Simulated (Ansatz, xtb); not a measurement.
C2H10OSi2 (SMILES C[SiH2]O[SiH2]C): the electronic atomisation energy, rung by rung

C2H10OSi2: 15 atoms, total charge 0, spin state singlet. As SMILES, `C[SiH2]O[SiH2]C`. Geometry: relaxed at PBE0-D4/def2-TZVP. This is one conformer, not always the lowest.

```xyz
15

C    -2.6257    0.3103   -0.2487
Si   -1.1740   -0.6693   -0.8750
O     0.2043    0.2102   -0.8007
Si    1.3474    0.8533    0.1782
C     2.4800   -0.4662    0.8382
H    -2.4845    0.5982    0.7960
H    -2.7668    1.2195   -0.8379
H    -3.5416   -0.2836   -0.3150
H    -1.0135   -1.9093   -0.0625
H    -1.3785   -1.0573   -2.2947
H     2.1115    1.8457   -0.6212
H     0.6863    1.5638    1.3103
H     1.9266   -1.1993    1.4302
H     2.9819   -0.9934    0.0234
H     3.2466   -0.0227    1.4796
```

Each level gives the electronic atomisation energy (eV). The values are calculated. Electronic energies at fixed atoms, without zero-point motion or spin-orbit coupling.

```json
{"level": "GFN1-xTB", "kind": "semi-empirical", "program": "xtb", "value (eV)": "84.44", "CPU time (all runs)": "under 2 s"}
{"level": "HF/6-31G* (spherical functions)", "kind": "Hartree–Fock", "program": "Ansatz", "value (eV)": "42.61", "CPU time (all runs)": "5.2 s"}
{"level": "SVWN5/6-31G* (spherical functions)", "kind": "LDA", "program": "Ansatz", "value (eV)": "62.73", "CPU time (all runs)": "9.2 s"}
{"level": "revPBE/6-31G* (spherical functions)", "kind": "GGA", "program": "Ansatz", "value (eV)": "54.40", "CPU time (all runs)": "14 s"}
{"level": "r2SCAN/6-31G* (spherical functions)", "kind": "meta-GGA", "program": "Ansatz", "value (eV)": "55.99", "CPU time (all runs)": "30 s"}
{"level": "BHLYP/6-31G* (spherical functions)", "kind": "global hybrid", "program": "Ansatz", "value (eV)": "54.74", "CPU time (all runs)": "17 s"}
{"level": "CAM-B3LYP/6-31G* (spherical functions)", "kind": "range-separated hybrid", "program": "Ansatz", "value (eV)": "56.22", "CPU time (all runs)": "18 s"}
{"level": "MP2/6-31G* (spherical functions)", "kind": "perturbation theory", "program": "Ansatz", "value (eV)": "51.20", "CPU time (all runs)": "6.3 s"}
{"level": "CCSD/6-31G* (spherical functions)", "kind": "coupled cluster or CI", "program": "Ansatz", "value (eV)": "50.54", "CPU time (all runs)": "30 s"}
```

Correlated wave functions underbind in double-zeta sets. The values span 42.61 to 84.44 eV. GFN1-xTB: no spin polarisation, so open shells miss the exchange term that lowers them. In so small a basis fixed costs decide the times, and correlated methods can beat functionals. CPU times are rough (shared hosts, several kinds of processor and program).

Hartree–Fock binds the molecule least, at 42.61 eV, because atomisation breaks electron pairs. The free C, Si and O atoms have triplet ground states with few close opposite-spin pairs in their valence shells, whereas every Si–O, Si–C, Si–H and C–H bond holds one. The correlation energy of those pairs is therefore largely a molecular gain, and CCSD recovers much of it, reaching 50.54 eV. MP2 lies slightly higher, so the correction beyond second order is small beside the correlation contribution itself, as expected for a saturated, single-bonded molecule with a wide gap.

LDA errs the other way, giving 62.73 eV, the familiar overbinding of the local approximation. Gradient corrections stabilise the more inhomogeneous densities of the separated atoms more than that of the molecule, which brings revPBE down to 54.40 eV. The meta-GGA and both hybrids fall close by, but their agreement doesn't establish accuracy for individual bonds, since a total atomisation energy can hide compensating errors between the Si–O linkage and the C–H and Si–H bonds.
